## A level that misses correlation and still overbinds

RMP2 looks wrong. It recovers less correlation energy in BF$_3$ than the reference does, so it should bind the molecule too weakly, as the other wavefunction levels do. Instead it makes the atomization energy 102.2 kJ/mol too large. The error has the opposite sign to those of RHF, CISD and the coupled-cluster levels, and it is far larger than that of RCCSD.

Errors in the atomization energy of BF$_3$ (separated atoms minus molecule), calculated with Ansatz 0.2.0 in the 6-31G* basis at the MP2(full)/6-31G* geometry. The atoms are treated unrestricted, core electrons are frozen in the correlation treatment, and zero-point and spin-orbit terms are left out.

| level | this level less the reference (RCCSDT(Q), same basis) (kJ/mol) |
| --- | --- |
| RHF | -372.9 |
| RMP2 | 102.2 |
| CISD | -156.1 |
| RCCSD | -20.5 |
| RCCSD(T) | -2.0 |
| BCCD(T) | -0.9 |
| RCCSDT | -2.4 |
| PBE | 169.5 |
| r2SCAN | 113.2 |
| B97M-V | 102.1 |
| PBE0 | 87.0 |
| B3LYP | 86.7 |
| wB97X-V | 91.4 |
| wB97M-V | 120.9 |
| B2PLYP | 73.6 |
| RPA-PBE | -174.0 |

The puzzle goes away once the atoms are counted as well. Let $m$ be the energy that a level gives less the energy of the reference level, so that $m$ is the correlation energy the level fails to find. The atomization energy is the energy of the atoms less that of the molecule, and its error is therefore

$$
\text{error} = m_\text{atoms} - m_\text{molecule}.
$$

A level underbinds when it fails mainly in the molecule and overbinds when it fails mainly in the atoms. The molecular energies of the same calculations give $m_\text{molecule}$, and the error in the table then fixes $m_\text{atoms}$.

For RMP2 the molecule lacks 47 kJ/mol, only 3% of its correlation energy. The four atoms together lack 149 kJ/mol, which is 12% of theirs. RMP2 thus overbinds because it misses more correlation energy in the separated atoms than in the molecule, not because it finds more in the molecule than the reference does.

Theory suggests why the atoms suffer. In a boron atom the empty 2p orbitals lie close above the filled 2s orbital, and second-order perturbation theory catches only part of the strong mixing that follows. In BF$_3$ those 2p orbitals are tied up in bonds and the mixing weakens. Second order is also known to exaggerate the correlation gained when fluorine's open shell is filled. Boron is expected to lose the larger fraction of its correlation energy, but it has little to lose, so the three fluorine atoms together are expected to carry the larger part of the 149 kJ/mol. The division is not computed here.

## No correlation at all: RHF

Correlation energy is counted here from the Hartree–Fock determinant, restricted in the molecule and unrestricted in the atoms, so the error of this row simply compares the two totals. With the core electrons frozen and in this basis, the reference level finds 1581 kJ/mol of correlation energy in the molecule and 1208 kJ/mol in the atoms. The difference is the 373 kJ/mol by which RHF underbinds, about a fifth of the whole atomization energy.

The molecule has more to lose because bonding pairs electrons that were single. A boron atom has one valence pair and each fluorine atom has three, ten in all; BF$_3$ has twelve. Two electrons of opposite spin in one orbital meet often, and RHF does not let them avoid each other. If every pair carried the same correlation energy, two extra pairs would add 242 kJ/mol, about two thirds of the actual difference.

This count is crude, but it errs in an understandable direction. The bonds are strongly polar, so the bonding pairs sit mostly near fluorine. An electron drawn there has to avoid not only its partner but also the other electrons of a nearly filled shell. Counting pairs leaves out this crowding. A smaller part of the remainder is expected to come from the determinants themselves: the unrestricted atoms gain some energy by spin polarisation, which the closed-shell molecule cannot.

## The same excitations, a very different error: CISD and RCCSD

CISD and RCCSD both use single and double excitations, yet CISD underbinds by 156.1 kJ/mol and RCCSD by only 20.5 kJ/mol. What separates them is how they treat events that happen at the same time. While one electron pair is excited, another pair elsewhere in the molecule may be excited too. Coupled cluster includes such products of double excitations automatically, whereas CISD leaves them out.

The omission matters more as the number of pairs grows. In CISD, an excitation of one pair shuts out the excitation of every other pair, so the pairs compete. In the separated atoms the competition stays within each atom, because each atom is calculated alone. In the molecule all twelve pairs compete at once. The same competition makes CISD not size-consistent: even the four atoms, placed far apart but calculated together, would lose more than they do alone. The molecule loses more still, because it has more correlation energy to lose.

A simple model puts a number on this. Take $N$ identical, independent pairs that together have the correlation energy $C$, and let each pair have one excited state at the energy $D$. For a single pair, the two-state problem links its coupling $K$ to its correlation energy by $K^2 = (C/N)(D + C/N)$. CISD couples the ground state to $N$ such excitations but to none of their products. The correlation energy $x$ that it finds therefore obeys

$$
x(D+x) = N K^2 = C\left(D+\frac{C}{N}\right).
$$

When the loss $L = C - x$ is small, this becomes

$$
L \approx \frac{C^2\,(1-1/N)}{D+2C}.
$$

For a single pair the loss vanishes. For many pairs it grows almost as the square of the correlation energy, as long as $D$ is much larger than $C$. One large system therefore loses much more than the same electrons split among small ones.

The constant $D$ was fitted to the molecule, where CISD finds 157 kJ/mol less than RCCSD; this gives 114 eV. The atoms were not part of the fit and can test the model. At the RCCSD level they have $1208-14=1194$ kJ/mol of correlation energy together, or 12.4 eV. With roughly 1.5 eV set aside for boron, a rough recalled value, each fluorine atom has about 3.6 eV.

A fluorine atom has seven valence electrons, so $N=3.5$, and its loss is

$$
L \approx \frac{3.6^2 \times (1-1/3.5)}{114+2\times3.6}\ \text{eV} \approx 0.076\ \text{eV} \approx 7\ \text{kJ/mol}.
$$

Three fluorine atoms and the small share of boron come to about 23 kJ/mol. The calculations give 21.5 kJ/mol. A loss in fixed proportion to the correlation energy would have been 121 kJ/mol, and most of it would have cancelled on atomization.

The model is less exact than this agreement suggests. If all the atomic correlation energy is assigned to fluorine, the estimate rises to 29 kJ/mol. Boron also fits the model badly: with three valence electrons it cannot have two pairs excited at once, so its loss should be close to zero rather than the small share the formula gives it. The contrast between a small loss in the atoms and a large one in the molecule survives both objections. The output printed after the text gives the fit and both estimates.

## Triples, and a cancellation

RCCSD still underbinds because it lacks excitations in which three electrons move together. These matter more in the molecule, where more electrons share the same region. Adding them approximately, as RCCSD(T) does, lowers the molecule by 30.0 kJ/mol and the atoms by 11.5 kJ/mol. Only the difference, 18.5 kJ/mol, appears as stronger binding.

The same bookkeeping explains why the full treatment of triples, RCCSDT, seems slightly worse than the approximate one. In the molecule RCCSDT is the better of the two, 2.7 kJ/mol from the reference against 4.2 kJ/mol. In the atoms it almost matches the reference, so hardly anything offsets its molecular error. RCCSD(T) also misses about 2 kJ/mol in the atoms, and this cancels half of its error in the molecule. BCCD(T) profits from a similar cancellation.

## Functionals: part of the error may belong to the reference

The eight functionals other than RPA-PBE all overbind relative to the reference, with a median error of 97 kJ/mol. This must not be read as an error against nature. In so small a basis the reference itself binds BF$_3$ too weakly, by roughly 80 kJ/mol as a rough recalled figure. Wavefunction methods build the avoidance of two electrons out of many empty orbitals, and a small basis offers few. Ordinary functionals take correlation from the density and depend less on those orbitals, so a good part of the common overbinding probably reflects the reference. The functionals are not free of the basis either: they are expected to bind BF$_3$ less strongly in a larger one, and one basis cannot separate the two effects. B2PLYP is a partial exception. It takes about a quarter of its correlation from second-order perturbation theory, which does use the empty orbitals, and it also contains more exact exchange than PBE0. Both features may help to explain why it overbinds least.

PBE stands well above the others, and here the table offers a cleaner comparison. PBE0 keeps the correlation part of PBE and replaces a quarter of its exchange by exact exchange. That change alone lowers the binding by 82.5 kJ/mol. Compared with exact exchange, the exchange part of PBE thus favours the molecule over the atoms. The usual explanation, not tested here, is that it treats exchange as more local than it is in a molecule whose electrons spread over several centres.

More exact exchange does not guarantee weaker binding when other parts of the functional change too. wB97M-V contains exact exchange and B97M-V does not, yet wB97M-V binds BF$_3$ more strongly by 18.8 kJ/mol. Their remaining parameters were fitted separately, so this pair does not isolate the effect of exchange.

RPA-PBE falls on the other side, underbinding by 174.0 kJ/mol. It uses exact exchange in full and builds its correlation from empty orbitals, so it shares the wavefunction methods' need for a large basis. The reference has that need too and is calculated in the same basis, so much of this effect should cancel in the error. The more likely main cause is RPA itself, which is known to bind molecules too weakly even in large bases. The small basis can add to the error only as far as it weakens the binding more in RPA than in the reference, and one basis alone cannot show how far that is.

An error in an atomization energy is a difference of two errors. Its size and sign say little about a level until the molecule and the atoms have been looked at separately.

Numerical output:

```
missed in the molecule, kJ/mol, order RHF RMP2 CISD RCCSD RCCSD(T) BCCD(T) RCCSDT: 1581, 46.51, 191.3, 34.21, 4.207, 3.233, 2.712
missed in the four atoms together, kJ/mol, same order: 1208, 148.7, 35.21, 13.71, 2.207, 2.333, 0.3122
RHF error as percent of the reference atomization energy: -19.75
crude extra correlation from 12 instead of 10 pairs, kJ/mol: 241.7
RMP2, percent of correlation energy missed in the atoms: 12.31
RMP2, percent of correlation energy missed in the molecule: 2.942
CISD error less RCCSD error, kJ/mol: -135.6
fitted mean excitation energy D of the pair model, eV: 114.3
CISD loss against CCSD in the molecule (fitted), kJ/mol: 157.1
CISD loss against CCSD in the atoms, computed, kJ/mol: 21.51
same loss in the atoms from the pair model, kJ/mol: 23.01
same with all atomic correlation put on fluorine, kJ/mol: 28.76
same if the loss were proportional to correlation energy, kJ/mol: 121.3
gain in binding from RCCSD to RCCSD(T), kJ/mol: 18.5
lowering of the molecule by (T), kJ/mol: 30
lowering of the atoms by (T), kJ/mol: 11.5
median error of the eight functionals without RPA, kJ/mol: 96.75
PBE error less PBE0 error, kJ/mol: 82.5
wB97M-V error less B97M-V error, kJ/mol: 18.8
PBE error per B-F bond, kJ/mol: 56.5
```
